# Density-of-states mass for anisotropic and multi-valley bands: the six Δ valleys of silicon

The electrons at the bottom of the silicon conduction band occupy six elongated pockets of $k$-space, each with a heavy mass along its axis and a light mass across it. Carrier statistics nevertheless uses a single number, the density-of-states (DOS) mass $m_d$. It is defined as the mass of one isotropic, spin-degenerate parabolic band that has the same number of states per unit energy as the real set of pockets. It counts states and does not describe how a carrier accelerates.

## Premises and conventions

1. Electrons are independent and occupy Bloch states of a perfect crystal, with energies $E_n(\mathbf k)$.
2. Periodic boundary conditions on a box of volume $V$ allow one $\mathbf k$ per volume $(2\pi)^3/V$ of reciprocal space, in each band and for each spin.
3. Every band is twofold spin degenerate, $g_s=2$. In unstrained silicon this holds at every $\mathbf k$, with spin-orbit coupling included, because the crystal has both inversion and time-reversal symmetry.
4. Near an extremum the energy is quadratic in the distance from the extremum.

$D(E)$ is the number of states per unit volume (per unit area in 2D) and per unit energy, spin included. The number of equivalent valleys is written $g_v$, which keeps $N_C$ and $N_V$ free for the effective densities of states. Masses are quoted in units of the free-electron mass $m_0$, energies in eV, densities in cm$^{-3}$ or cm$^{-2}$. For electrons $\varepsilon=E-E_C\ge 0$. For holes the same formulas hold with $\varepsilon=E_V-E$ and positive hole masses.

## Step 1: counting states

By premise 2, a sum over allowed $\mathbf k$ in a large box becomes $V\int d^3k/(2\pi)^3$. The number of states per unit volume below the energy $E$, and its derivative, are

$$
\mathcal N(E)=g_s\sum_n\int_{\rm BZ}\frac{d^3k}{(2\pi)^3}\,\Theta\big(E-E_n(\mathbf k)\big),\qquad D(E)=\frac{d\mathcal N}{dE}. \tag{1}
$$

The integral runs over one Brillouin zone and $\Theta$ is the unit step. $\mathcal N$ is therefore $g_s/(2\pi)^3$ times the $k$-space volume enclosed by the constant-energy surface. Only that volume enters. Its shape, orientation and position in the zone do not.

## Step 2: one valley is an ellipsoid

Let a band that is non-degenerate apart from spin have a minimum $E_C$ at $\mathbf k_0$, and put $\boldsymbol\kappa=\mathbf k-\mathbf k_0$. Such a band is smooth at $\mathbf k_0$ and its gradient vanishes there, so the Taylor series starts at second order:

$$
\varepsilon=\frac{\hbar^2}{2}\sum_{ij}w_{ij}\kappa_i\kappa_j,\qquad w_{ij}=\frac{1}{\hbar^2}\frac{\partial^2E}{\partial k_i\partial k_j}\bigg|_{\mathbf k_0}. \tag{2}
$$

The inverse-mass tensor $w=M^{-1}$ is real and symmetric, and positive definite at a minimum with non-zero curvature in all directions. A rotation of axes diagonalises it and leaves volumes unchanged. With eigenvalues $1/m_1,1/m_2,1/m_3$,

$$
\varepsilon=\frac{\hbar^2}{2}\left(\frac{\kappa_1^2}{m_1}+\frac{\kappa_2^2}{m_2}+\frac{\kappa_3^2}{m_3}\right). \tag{3}
$$

The surface of constant $\varepsilon$ is an ellipsoid with semi-axes $\sqrt{2m_i\varepsilon}/\hbar$.

In silicon $\mathbf k_0$ lies on a $\langle100\rangle$ axis, the Δ line from Γ to X. The symmetry operations that leave $\mathbf k_0$ fixed include a fourfold rotation about that axis. A symmetric tensor that is unchanged by a quarter turn has the rotation axis as a principal axis and equal eigenvalues across it. Hence there is one longitudinal mass $m_l$ and a twofold transverse mass $m_t$.

## Step 3: rescaling the ellipsoid to a sphere

Choose any reference mass $m$ and define $\kappa_i=\sqrt{m_i/m}\;q_i$. Each term $\kappa_i^2/m_i$ of (3) becomes $q_i^2/m$, so that $\varepsilon=\hbar^2q^2/2m$. The map is diagonal, and its Jacobian is the product of the three stretch factors:

$$
d^3\kappa=\sqrt{\frac{m_1m_2m_3}{m^3}}\;d^3q .
$$

In $q$-space the region below $\varepsilon$ is a sphere of radius $\sqrt{2m\varepsilon}/\hbar$. Inserting its volume in (1),

$$
\mathcal N=\frac{g_s}{(2\pi)^3}\sqrt{\frac{m_1m_2m_3}{m^3}}\;\frac{4\pi}{3}\frac{(2m\varepsilon)^{3/2}}{\hbar^3}
=\frac{g_s}{6\pi^2}\frac{(2\varepsilon)^{3/2}}{\hbar^3}\sqrt{m_1m_2m_3}.
$$

The reference mass has cancelled, as it must. The choice $m=(m_1m_2m_3)^{1/3}$ makes the Jacobian unity, and the valley then counts exactly like an isotropic band of that mass. Differentiating, with $g_s=2$,

$$
D_1(\varepsilon)=\frac{1}{2\pi^2}\left(\frac{2}{\hbar^2}\right)^{3/2}\sqrt{m_1m_2m_3}\;\sqrt{\varepsilon}. \tag{4}
$$

The product $m_1m_2m_3$ equals $\det M=1/\det w$, which is the same in every rotated frame. A curvature tensor from a band-structure code therefore needs no diagonalisation: its determinant suffices. The square-root onset in (4) is the van Hove singularity of a three-dimensional band minimum. $D$ is continuous there and its slope diverges. Anisotropy changes the prefactor and leaves the exponent alone.

## Step 4: equivalent valleys

The point group of the crystal maps $\mathbf k_0$ to other points of equal energy, and rotates $M$ without changing $\det M$. As long as the pockets do not overlap, the integral in (1) splits into one piece per pocket, and $D=g_vD_1$. The DOS mass is defined by writing this total in the form of a single isotropic band:

$$
D(\varepsilon)=\frac{1}{2\pi^2}\left(\frac{2m_d}{\hbar^2}\right)^{3/2}\sqrt{\varepsilon}. \tag{5}
$$

Comparing (5) with $g_v$ times (4) gives $m_d^{3/2}=g_v\sqrt{m_1m_2m_3}$, that is

$$
\boxed{m_d=g_v^{2/3}\,(m_1m_2m_3)^{1/3}} \tag{6}
$$

The exponent $2/3$ arises because $D$ is linear in $g_v$ and goes as the power $3/2$ of the mass.

$g_v$ counts points that are inequivalent, meaning not connected by a reciprocal lattice vector. The cubic point group of silicon has 48 operations, 8 of which leave a point on Δ fixed, so there are $48/8=6$ images, along $\pm x,\pm y,\pm z$. They lie inside the zone, where no two points differ by a reciprocal lattice vector, so $g_v=6$ and $m_d=6^{2/3}(m_lm_t^2)^{1/3}$. Minima on the zone boundary need care. The eight L points of the same zone are equivalent in pairs, so the L minima of germanium have $g_v=4$.

Two conventions are in use. Some tables and simulators list the single-valley mass $(m_1m_2m_3)^{1/3}$ and carry $g_v$ as a separate factor in $D$. Others list $m_d$ of (6). The two must not be mixed, since doing so counts $g_v$ twice or drops it.

## Step 5: bands that share an edge, and warped bands

The sum over $n$ in (1) adds the densities of different bands. If bands $i=1,2,\dots$ start at the same energy and each has the form (5) with its own mass $m_{d,i}$, all terms share the factor $\sqrt\varepsilon$, and the sum again has the form (5) with

$$
\boxed{m_d^{3/2}=\sum_i m_{d,i}^{3/2}} \tag{7}
$$

Equation (6) is the special case of $g_v$ equal terms.

At a point where bands are degenerate, such as the heavy- and light-hole maximum at Γ, the Taylor series (2) does not exist for the individual bands, and the surfaces are warped. Close to the point the energies are eigenvalues of a matrix whose entries are quadratic in $\mathbf k$. They still scale as $k^2$ along each direction $\hat{\mathbf k}$, so $\varepsilon=\hbar^2k^2/2m(\hat{\mathbf k})$. The surface lies at radius $k=\sqrt{2m(\hat{\mathbf k})\varepsilon}/\hbar$ and encloses the volume $\int d\Omega\,k^3/3$. Comparison with a sphere gives

$$
m_{d,i}^{3/2}=\frac{1}{4\pi}\int d\Omega\; m_i(\hat{\mathbf k})^{3/2}. \tag{8}
$$

For a silicon valley, with $u$ the cosine of the angle from the axis, $1/m=a+bu^2$, where $a=1/m_t$ and $b=1/m_l-1/m_t$. The antiderivative of $(a+bu^2)^{-3/2}$ is $u/(a\sqrt{a+bu^2})$, so the average over $0\le u\le1$ is $1/(a\sqrt{a+b})=m_t\sqrt{m_l}$. This reproduces Step 3 by a second route.

## Step 6: the effective density of states

The electron density is $n=\int_0^\infty D(\varepsilon)f(\varepsilon)\,d\varepsilon$ with the Fermi function $f$. The upper limit may be taken to infinity because $f$ decays exponentially. With $x=\varepsilon/k_BT$ and $\eta=(E_F-E_C)/k_BT$,

$$
n=\frac{1}{2\pi^2}\left(\frac{2m_dk_BT}{\hbar^2}\right)^{3/2}\int_0^\infty\frac{\sqrt x\,dx}{1+e^{x-\eta}} .
$$

Define the normalised integral $\mathcal F_{1/2}(\eta)=\frac{2}{\sqrt\pi}\int_0^\infty\sqrt x\,(1+e^{x-\eta})^{-1}dx$. The prefactor then becomes $\frac{1}{2\pi^2}\cdot2^{3/2}\cdot\frac{\sqrt\pi}{2}=2\,(2\pi)^{-3/2}$, and

$$
n=N_C\,\mathcal F_{1/2}(\eta),\qquad \boxed{N_C=2\left(\frac{m_dk_BT}{2\pi\hbar^2}\right)^{3/2}} \tag{9}
$$

The leading 2 is the spin factor, and the valleys are inside $m_d$. For $\eta<0$ the Fermi function expands as $\sum_{j\ge1}(-1)^{j+1}e^{j(\eta-x)}$. Since $\int_0^\infty\sqrt x\,e^{-jx}dx=\frac{\sqrt\pi}{2}j^{-3/2}$,

$$
\mathcal F_{1/2}(\eta)=e^{\eta}-\frac{e^{2\eta}}{2^{3/2}}+\frac{e^{3\eta}}{3^{3/2}}-\dots \tag{10}
$$

The first term is the Boltzmann result $n=N_C\,e^{-(E_C-E_F)/k_BT}$: the band acts like $N_C$ levels per unit volume placed at $E_C$. In working units,

$$
N_C=2.509\times10^{19}\,{\rm cm^{-3}}\left(\frac{m_d}{m_0}\right)^{3/2}\left(\frac{T}{300\ {\rm K}}\right)^{3/2},
$$

$$
D=6.81\times10^{21}\,{\rm cm^{-3}eV^{-1}}\left(\frac{m_d}{m_0}\right)^{3/2}\sqrt{\varepsilon/{\rm eV}} .
$$

**Edges that do not coincide.** If band or valley $i$ starts at $\Delta_i$ above the lowest edge, its density goes as $\sqrt{\varepsilon-\Delta_i}$, the total is no longer of the form (5), and (7) fails. Each term still obeys (9) with $\eta-\Delta_i/k_BT$. In the Boltzmann limit the terms combine to (9) with a temperature-dependent mass,

$$
m_d(T)^{3/2}=\sum_i m_{d,i}^{3/2}\,e^{-\Delta_i/k_BT}. \tag{11}
$$

This mass serves for $n$ in a non-degenerate sample only. It must not be put back into (5).

## Step 7: two dimensions

For a two-dimensional band with in-plane masses $m_1,m_2$ there is one state per area $(2\pi)^2/A$. The contour of constant energy is an ellipse with semi-axes $\sqrt{2m_i\varepsilon}/\hbar$. The same rescaling has Jacobian $\sqrt{m_1m_2}/m$ and turns the ellipse into a disc of area $2\pi m\varepsilon/\hbar^2$. Thus $\mathcal N=g_sg_v\sqrt{m_1m_2}\,\varepsilon/2\pi\hbar^2$ and, with $g_s=2$,

$$
D_{2D}=\frac{m_d}{\pi\hbar^2}\,\Theta(\varepsilon),\qquad \boxed{m_d=g_v\sqrt{m_1m_2}} \tag{12}
$$

The onset is a step, with $m_0/\pi\hbar^2=4.18\times10^{14}$ cm$^{-2}$eV$^{-1}$. Since $D_{2D}$ is linear in the mass, bands with a common edge add as $m_d=\sum_im_{d,i}$. The occupation integral is elementary: $n_s=(m_dk_BT/\pi\hbar^2)\ln(1+e^{\eta})$. In $d$ dimensions the same argument gives $D\propto g_v\sqrt{m_1\cdots m_d}\,\varepsilon^{d/2-1}$ and a DOS mass of $g_v^{2/d}$ times the geometric mean of the principal masses.

**Which masses enter in an inversion layer or thin film.** Let $z$ be the surface normal and $U(z)$ the confining potential. The envelope Hamiltonian of one valley is (2) with $\kappa_z\to-i\,\partial_z$, plus $U(z)$. Completing the square in $\kappa_z$,

$$
\sum_{ij}w_{ij}\kappa_i\kappa_j=w_{zz}(\kappa_z+s)^2+\sum_{\alpha\beta}\tilde w_{\alpha\beta}\kappa_\alpha\kappa_\beta,
$$

$$
s=\frac{w_{xz}\kappa_x+w_{yz}\kappa_y}{w_{zz}},\qquad \tilde w_{\alpha\beta}=w_{\alpha\beta}-\frac{w_{\alpha z}w_{\beta z}}{w_{zz}},
$$

with $\alpha,\beta\in\{x,y\}$. Writing the envelope as $e^{-isz}\phi(z)$ removes $s$, and a condition $\phi=0$ at the oxide interface is unaffected by the phase. The $z$ problem has the quantisation mass $m_z=1/w_{zz}$ and yields subband edges $E_\nu$. The in-plane motion has the inverse-mass tensor $\tilde w$. The shift $\kappa_z\to\kappa_z+s$ is a shear of unit determinant, so $\det w=w_{zz}\det\tilde w$, and

$$
\sqrt{m_1m_2}\,\Big|_{2D}=\sqrt{\frac{\det M}{m_z}} . \tag{13}
$$

This treatment of tilted valleys goes back to Stern and Howard (1967). For a Δ valley whose axis makes the angle $\theta$ with the normal, $1/m_z=\cos^2\theta/m_l+\sin^2\theta/m_t$. Valleys with equal $\theta$ form one ladder of subbands. Each subband contributes one step (12), with $g_v$ the number of valleys in that ladder. A heavy $m_z$, which lowers the subband, comes with a light in-plane DOS mass.

## The DOS mass is not the conductivity mass

With one isotropic relaxation time $\tau$, valley $i$ has the conductivity tensor $n_ie^2\tau\,w^{(i)}$. For six equally filled valleys, two present $1/m_l$ and four present $1/m_t$ along any cube axis, so $\sigma=ne^2\tau/m_c$ with $1/m_c=\frac13(1/m_l+2/m_t)$. This is a harmonic mean without a factor $g_v$. $m_d$ belongs in $N_C$, in the Fermi level and in the quantum capacitance. $m_c$ belongs in the mobility.

## Range of validity

**Parabolicity.** Cubic terms in $\boldsymbol\kappa$ are allowed at a point on Δ, but they are odd about $\mathbf k_0$ and cancel from the enclosed volume in first order. The leading correction to $D$, from quartic terms and from cubic terms in second order, is thus of relative order $\varepsilon$. A common model collects it in one parameter, $\varepsilon(1+\alpha\varepsilon)=\gamma$, where $\gamma$ is the right side of (3). The surfaces remain ellipsoids, so $\mathcal N\propto\gamma^{3/2}$ and $D\propto\sqrt\gamma\,d\gamma/d\varepsilon$. Equation (5) is multiplied by

$$
(1+2\alpha\varepsilon)\sqrt{1+\alpha\varepsilon}=1+\tfrac52\alpha\varepsilon+\tfrac78(\alpha\varepsilon)^2+\dots
$$

With the weight $\sqrt x\,e^{-x}$ the averages are $\langle x\rangle=\Gamma(\frac52)/\Gamma(\frac32)=\frac32$ and $\langle x^2\rangle=\Gamma(\frac72)/\Gamma(\frac32)=\frac{15}4$. In the Boltzmann limit

$$
N_C\to N_C\left[1+\tfrac{15}{4}\alpha k_BT+\tfrac{105}{32}(\alpha k_BT)^2+\dots\right]. \tag{14}
$$

**Separate pockets.** Each pocket must stay clear of the zone boundary and of other bands. In silicon the lowest two conduction bands are degenerate at X, so the one-band form (3) cannot be trusted once the ellipsoid reaches X.

**Statistics.** Equation (9) holds for any $\eta$ within the parabolic range. The exponential form needs $e^\eta/2^{3/2}\ll1$, by (10). At $\eta=-3$ this ratio is 0.018. At $\eta=0$, $\mathcal F_{1/2}=0.765$ where the exponential gives 1.

**Equivalence.** Strain and confinement split the valleys, and (6) gives way to (11) or to separate ladders. Shear strain also changes the masses. In (12) and (13) the small interface-induced splitting between opposite valleys is neglected, and penetration into a barrier of different mass modifies (13).

**Crystal perfection and fixed masses.** At heavy doping, band tails and gap narrowing alter the edge that premise 1 assumes. The masses also drift with temperature through thermal expansion and electron-phonon coupling, so the $T^{3/2}$ law is exact only for constant $m_d$.

**Coupled bands.** Equations (7), (8) and (11) need $k_BT$ small against the separation from every band that mixes strongly with the ones counted.

## Numerical illustration: silicon at 300 K

The inputs are typical values, $m_l=0.916\,m_0$ and $m_t=0.190\,m_0$, held constant, with $k_BT=25.85$ meV. All results are the model's, and were carried unrounded from step to step.

**Bulk.** $m_lm_t^2=0.03307\,m_0^3$, so the single-valley mass is $0.321\,m_0$. With $6^{2/3}=3.302$, (6) gives $m_d=1.060\,m_0$ and $(m_d/m_0)^{3/2}=1.091$. Then $D=7.43\times10^{21}\sqrt{\varepsilon/{\rm eV}}$ cm$^{-3}$eV$^{-1}$, and (9) gives $N_C=2.74\times10^{19}$ cm$^{-3}$, or $0.456\times10^{19}$ cm$^{-3}$ per valley. The conductivity mass is $0.258\,m_0$, smaller than $m_d$ by a factor 4.1. For $n=10^{17}$ cm$^{-3}$, $E_C-E_F=k_BT\ln(N_C/n)=0.145$ eV. Leaving out the valley factor would shift this by $k_BT\ln6=46$ meV. The Boltzmann form is good to the 2 % level up to $N_Ce^{-3}=1.4\times10^{18}$ cm$^{-3}$, and $E_F$ reaches $E_C$ at $n=2.1\times10^{19}$ cm$^{-3}$.

**Confined layers.** Equations (12) and (13) give, per subband:

| Surface | $g_v$ | $\cos^2\theta$ | $m_z/m_0$ | $m_d/m_0$ | $D_{2D}$ ($10^{14}$ cm$^{-2}$eV$^{-1}$) |
|---|---|---|---|---|---|
| (001) | 2 | 1 | 0.916 | 0.380 | 1.59 |
| (001) | 4 | 0 | 0.190 | 1.67 | 6.97 |
| (110) | 4 | 1/2 | 0.315 | 1.30 | 5.42 |
| (110) | 2 | 0 | 0.190 | 0.834 | 3.49 |
| (111) | 6 | 1/3 | 0.258 | 2.15 | 8.97 |

The lowest subband belongs to the heaviest $m_z$: the twofold set on (001), the planar-MOSFET surface, and the fourfold set on (110), a common fin sidewall.

**Biaxial strain.** Take an illustrative tensile in-plane strain $\epsilon_\parallel=0.5\,\%$ on (001). A free surface requires $\sigma_{zz}=2C_{12}\epsilon_\parallel+C_{11}\epsilon_{zz}=0$. The compiled values $C_{11}=165.64$ GPa and $C_{12}=63.94$ GPa (Oses 2018) give $\epsilon_{zz}=-0.386\,\%$. In linear deformation-potential theory a valley along axis $i$ shifts by $\Xi_d\,{\rm tr}\,\epsilon+\Xi_u\epsilon_{ii}$. The first term is common to all valleys. With a typical $\Xi_u\approx9$ eV the two $z$ valleys fall below the other four by $\Xi_u(\epsilon_\parallel-\epsilon_{zz})=80$ meV. This strain has no shear component in the cube axes, and the masses are kept fixed. By (11) the valley count 6 is replaced by $2+4e^{-\Delta/k_BT}=2.18$. $N_C$, referred to the lower edge, drops to $1.0\times10^{19}$ cm$^{-3}$, and 92 % of the electrons sit in the two lower valleys.

**Holes, where the rule is strained.** With typical band-edge masses $0.49$ (heavy) and $0.16$ (light), (7) gives $0.343+0.064=0.407$, so $m_d=0.55\,m_0$. The split-off band lies 0.044 eV away (compiled value, Ioffe Institute NSM archive), which is $1.7\,k_BT$. With a typical mass $0.24$ it adds 0.021 through (11), for $m_d=0.57\,m_0$ and $N_V=1.1\times10^{19}$ cm$^{-3}$. The last validity condition is violated here, since the three bands mix and the heavy-hole band flattens within the thermal range. As typical knowledge, $N_V$ of silicon at 300 K is taken as about 2 to $3\times10^{19}$ cm$^{-3}$, so this parabolic model is low by a factor of roughly two to three.

**Size of the neglected terms for electrons.** With the minimum at a typical $0.85$ of the way from Γ to X and a lattice constant of about $5.431$ Å, the distance to X is $0.15\,(2\pi/a)=0.174$ Å$^{-1}$. The parabola reaches X at $\hbar^2\kappa^2/2m_l=0.13$ eV. In the Boltzmann distribution over (5), about 2 % of the electrons lie above that energy. With a typical $\alpha\approx0.5$ eV$^{-1}$, the two terms in (14) are 0.048 and 0.0005. They move the Fermi level at fixed $n$ by 1.2 meV and raise $N_C$ by about 5 %. The third figure of the parabolic value is therefore not significant for the crystal: the model gives $N_C=2.7\times10^{19}$ cm$^{-3}$ for strictly parabolic valleys and $2.9\times10^{19}$ cm$^{-3}$ with the non-parabolic correction.